**Band energies of wurtzite CdSe at six high-symmetry points: gap, degeneracies and a free-electron test**

The table holds Kohn-Sham energies of three valence and two conduction bands of unrelaxed wurtzite CdSe at Gamma, M, K, A, L and H, from scalar-relativistic PBE with plane waves and PAW datasets. The program works out the location of the gap, the shares of c1 and v1 in the widening, the level spacings and the bond lengths, and compares the rise of c1 with the parameter-free estimate $\hbar^2k^2/2m$. The gap is direct at Gamma, 0.66 eV, and c1 supplies 65 to 82 % of the widening at the other points. Bands pair up at A, L and H, as the screw axis with time reversal requires. The free-electron estimate is within 6 % at M and K but too small by a factor of 2.2 at A, too large at L and H, and wrong in order. The coordinates give three Cd-Se bonds of 2.627 Å and one of 2.720 Å.

Calculated values. Kohn-Sham bands of wurtzite CdSe at the corners of the band path, from Ansatz 0.2.0 (scalar-relativistic PBE, plane waves with generated PAW datasets, 420 eV cutoff). The run is a single point on the unrelaxed cell without spin polarization, with a 7x7x4 k-mesh and Fermi-Dirac smearing of 0.1 eV. Band v1 is the highest filled band and c1 the lowest empty one.

## The fit in Python

```python
# Table: Kohn-Sham band energies (eV from the Fermi level) of wurtzite CdSe at six zone corners;
# Ansatz 0.2.0, PAW plane waves, PBE, scalar-relativistic, unrelaxed cell. Tested: gap location,
# shares of the widening, degeneracies, geometry, and a free-electron estimate for band c1.
T = {
    'point': ['Gamma', 'M', 'K', 'A', 'L', 'H'],
    'k': ['0 0 0', '0.5 0 0', '0.333 0.333 0', '0 0 0.5', '0.5 0 0.5', '0.333 0.333 0.5'],
    'v3': [-0.45, -2.24, -2.17, -0.8, -1.77, -2.84],  # eV from the Fermi level
    'v2': [-0.44, -1.63, -2.17, -0.8, -1.69, -1.46],  # eV from the Fermi level
    'v1': [-0.44, -1.25, -2.16, -0.8, -1.69, -1.46],  # eV from the Fermi level
    'c1': [0.22, 2.75, 3.99, 1.86, 2.54, 3.33],  # eV from the Fermi level
    'c2': [1.66, 2.87, 4.28, 1.86, 2.54, 3.33],  # eV from the Fermi level
    'c1_v1': [0.66, 4.0, 6.15, 2.66, 4.23, 4.79],  # eV
}
import re
import numpy as np
from scipy.constants import hbar, m_e, e
P = [str(p) for p in T['point']]
B = ['v3', 'v2', 'v1', 'c1', 'c2']
E = {b: dict(zip(P, T[b])) for b in B + ['c1_v1']}
K = {p: [float(x) for x in re.findall(r'-?\d+\.?\d*', str(k))] for p, k in zip(P, T['k'])}
# further outputs of the same run: cell edges, z of Se above Cd, mesh band edges, smearing
a, c, zSe, top, bot, w = 4.3268, 7.0638, 2.7196, -0.4435, 0.2195, 0.1
G = 'Gamma'
v1, c1, c2, d = E['v1'], E['c1'], E['c2'], E['c1_v1']
print('Rounding: 0.005 eV per entry, up to 0.01 eV per difference')
print('Filled bands: 2*(20 Cd + 16 Se)/2 =', 2 * (20 + 16) // 2)
print('Highest v1 at %s, lowest c1 at %s, gap %.2f eV (mesh edges %.3f eV)' % (max(P, key=v1.get), min(P, key=c1.get), d[G], bot - top))
O = [p for p in P if p != G]
pc, pv = min(O, key=c1.get), max(O, key=v1.get)
print('Next separations: v1(Gamma) to c1(%s) %.2f eV; v1(%s) to c1(Gamma) %.2f eV' % (pc, c1[pc] - v1[G], pv, c1[G] - v1[pv]))
print('From Gamma: c1 rise, v1 drop, widening (eV), share of c1, separation/gap')
for p in O:
    r, f = c1[p] - c1[G], v1[G] - v1[p]
    print('  %-2s %.2f %.2f %.2f %3.0f%% %.1f' % (p, r, f, r + f, 100 * r / (r + f), d[p] / d[G]))
print('Changes between corners (eV): v1, c1, c1-v1')
for p, q in [('M', 'K'), ('L', 'H'), ('M', 'L'), ('K', 'H')]:
    print('  %s to %s: %+.2f %+.2f %+.2f' % (p, q, v1[q] - v1[p], c1[q] - c1[p], d[q] - d[p]))
print('Spacings (eV): v2-v3, v1-v2, c2-c1')
for p in P:
    print('  %-5s %.2f %.2f %.2f' % (p, E['v2'][p] - E['v3'][p], v1[p] - E['v2'][p], c2[p] - c1[p]))
print('Spread over corners (eV): ' + ', '.join('%s %.2f' % (b, max(T[b]) - min(T[b])) for b in B))
C = hbar**2 / (2 * m_e * e) * 1e20  # eV A^2
def k2(h, k, l):
    return 4 * np.pi**2 * (4 * (h * h + h * k + k * k) / (3 * a * a) + l * l / c**2)
F = {p: C * k2(*K[p]) for p in O}
print('Free electron: |k| (1/A), estimate (eV), c1 rise (eV), rise-estimate, rise/estimate')
for p in O:
    r = c1[p] - c1[G]
    print('  %-2s %.3f %.2f %.2f %+.2f %.2f' % (p, np.sqrt(k2(*K[p])), F[p], r, r - F[p], r / F[p]))
print('Order, estimate: ' + ' < '.join(sorted(O, key=F.get)) + '; table c1: ' + ' < '.join(sorted(O, key=c1.get)))
Ff, rf = C * k2(0, 0, 1), c2[G] - c1[G]
print('Folded point 2pi/c: estimate %.2f eV, c2-c1 at Gamma %.2f eV, ratio %.2f' % (Ff, rf, rf / Ff))
print('c2 at Gamma minus c2 at A: %+.2f eV' % (c2[G] - c2['A']))
bas = np.sqrt(a * a / 3 + (c / 2 - zSe)**2)
ueq = 0.25 + a * a / (3 * c * c)
print('c/a %.4f (ideal %.4f); u %.3f (equal bonds at %.3f)' % (c / a, np.sqrt(8 / 3), zSe / c, ueq))
print('Cd-Se: three at %.3f A, one along c at %.3f A, longer by %.3f A (%.1f%%)' % (bas, zSe, zSe - bas, 100 * (zSe / bas - 1)))
fd = lambda x: 1 / (1 + np.exp(x / w))
print('Fermi level above midgap by %.2f eV; at Gamma c1 filled %.3f, v1 empty %.3f, weight 1/%d' % (-(top + bot) / 2, fd(bot), fd(-top), 7 * 7 * 4))
lo, hi, so = 1.7, 1.8, 0.4  # rough recalled values: measured gap range, spin-orbit splitting
print('Rough recalled gap %.1f-%.1f eV: PBE gives %.0f-%.0f%%, short by %.1f-%.1f eV' % (lo, hi, 100 * d[G] / hi, 100 * d[G] / lo, lo - d[G], hi - d[G]))
print('Rough recalled spin-orbit splitting %.1f eV: a third of it, about %.1f eV, would lower the gap' % (so, so / 3))
assert max(P, key=v1.get) == G and min(P, key=c1.get) == G and min(P, key=d.get) == G
assert all(abs(c2[p] - c1[p]) < 0.011 and abs(v1[p] - E['v2'][p]) < 0.011 for p in 'ALH')
assert all(E[B[i + 1]]['M'] - E[B[i]]['M'] > 0.05 for i in range(4)) and c2['K'] - c1['K'] > 0.05
assert all(c1[p] - c1[G] > v1[G] - v1[p] > 0 for p in O)
```

Printed output:

```
Rounding: 0.005 eV per entry, up to 0.01 eV per difference
Filled bands: 2*(20 Cd + 16 Se)/2 = 36
Highest v1 at Gamma, lowest c1 at Gamma, gap 0.66 eV (mesh edges 0.663 eV)
Next separations: v1(Gamma) to c1(A) 2.30 eV; v1(A) to c1(Gamma) 1.02 eV
From Gamma: c1 rise, v1 drop, widening (eV), share of c1, separation/gap
  M  2.53 0.81 3.34  76% 6.1
  K  3.77 1.72 5.49  69% 9.3
  A  1.64 0.36 2.00  82% 4.0
  L  2.32 1.25 3.57  65% 6.4
  H  3.11 1.02 4.13  75% 7.3
Changes between corners (eV): v1, c1, c1-v1
  M to K: -0.91 +1.24 +2.15
  L to H: +0.23 +0.79 +0.56
  M to L: -0.44 -0.21 +0.23
  K to H: +0.70 -0.66 -1.36
Spacings (eV): v2-v3, v1-v2, c2-c1
  Gamma 0.01 0.00 1.44
  M     0.61 0.38 0.12
  K     0.00 0.01 0.29
  A     0.00 0.00 0.00
  L     0.08 0.00 0.00
  H     1.38 0.00 0.00
Spread over corners (eV): v3 2.39, v2 1.73, v1 1.72, c1 3.77, c2 2.62
Free electron: |k| (1/A), estimate (eV), c1 rise (eV), rise-estimate, rise/estimate
  M  0.838 2.68 2.53 -0.15 0.94
  K  0.967 3.56 3.77 +0.21 1.06
  A  0.445 0.75 1.64 +0.89 2.18
  L  0.949 3.43 2.32 -1.11 0.68
  H  1.064 4.32 3.11 -1.21 0.72
Order, estimate: A < M < L < K < H; table c1: A < L < M < H < K
Folded point 2pi/c: estimate 3.01 eV, c2-c1 at Gamma 1.44 eV, ratio 0.48
c2 at Gamma minus c2 at A: -0.20 eV
c/a 1.6326 (ideal 1.6330); u 0.385 (equal bonds at 0.375)
Cd-Se: three at 2.627 A, one along c at 2.720 A, longer by 0.093 A (3.5%)
Fermi level above midgap by 0.11 eV; at Gamma c1 filled 0.100, v1 empty 0.012, weight 1/196
Rough recalled gap 1.7-1.8 eV: PBE gives 37-39%, short by 1.0-1.1 eV
Rough recalled spin-orbit splitting 0.4 eV: a third of it, about 0.1 eV, would lower the gap
```
